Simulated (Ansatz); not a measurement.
**The dipole moment down a group: Al to In**

Gas-phase molecules, one atom swapped for its congeners: C2H3AlCl2 `C=[CH][Al]([Cl])[Cl]`; C2H3Cl2Ga `C=[CH][Ga]([Cl])[Cl]`; C2H3Cl2In `C=[CH][In]([Cl])[Cl]`. All are singlets with charge 0.

Shapes, held fixed at every level: PBE0-D4/def2-TZVP. Programs: Ansatz 0.2.0. Values in D.

Problem. How should the dipole moment change along the series?

Solution. At wB97M-V/def2-TZVPP the dipole moment rises at every step, from 2.11 to 3.64 D. Every level shows the same order. For atoms past krypton def2 sets carry core potentials with scalar relativity. Relativity is left out for Ga.

```tsv
level	C2H3AlCl2	C2H3Cl2Ga	C2H3Cl2In
PBE-D4/def2-TZVPP	2.10	2.85	3.66
r2SCAN-D4/def2-TZVPP	2.16	2.96	3.79
B3LYP-D4/def2-TZVPP	2.14	2.92	3.72
wB97M-V/def2-TZVPP	2.11	2.87	3.64
```

The dipole moment grows by similar amounts from Al to Ga and from Ga to In, and the spread among functionals in any column is far smaller than either step, so the ordering doesn't depend on the choice of functional. Metal electronegativity alone would not predict this: gallium, with its filled 3d shell beneath the valence electrons, is more electronegative than aluminium, yet its molecule is more polar.

The total is better read as a vector sum, in which the two M–Cl bond dipoles are partly opposed by the M–C one. A less polar Ga–C bond probably weakens that opposition, while the M–Cl bonds stay strongly polar. Towards indium, longer bonds separate the charges further, and poorer overlap probably reduces π donation from chlorine into the empty metal p orbital, leaving more negative charge on the halogens. A narrower Cl–M–Cl angle would act in the same direction. Total moments alone can't apportion the increase between charge transfer and geometry.
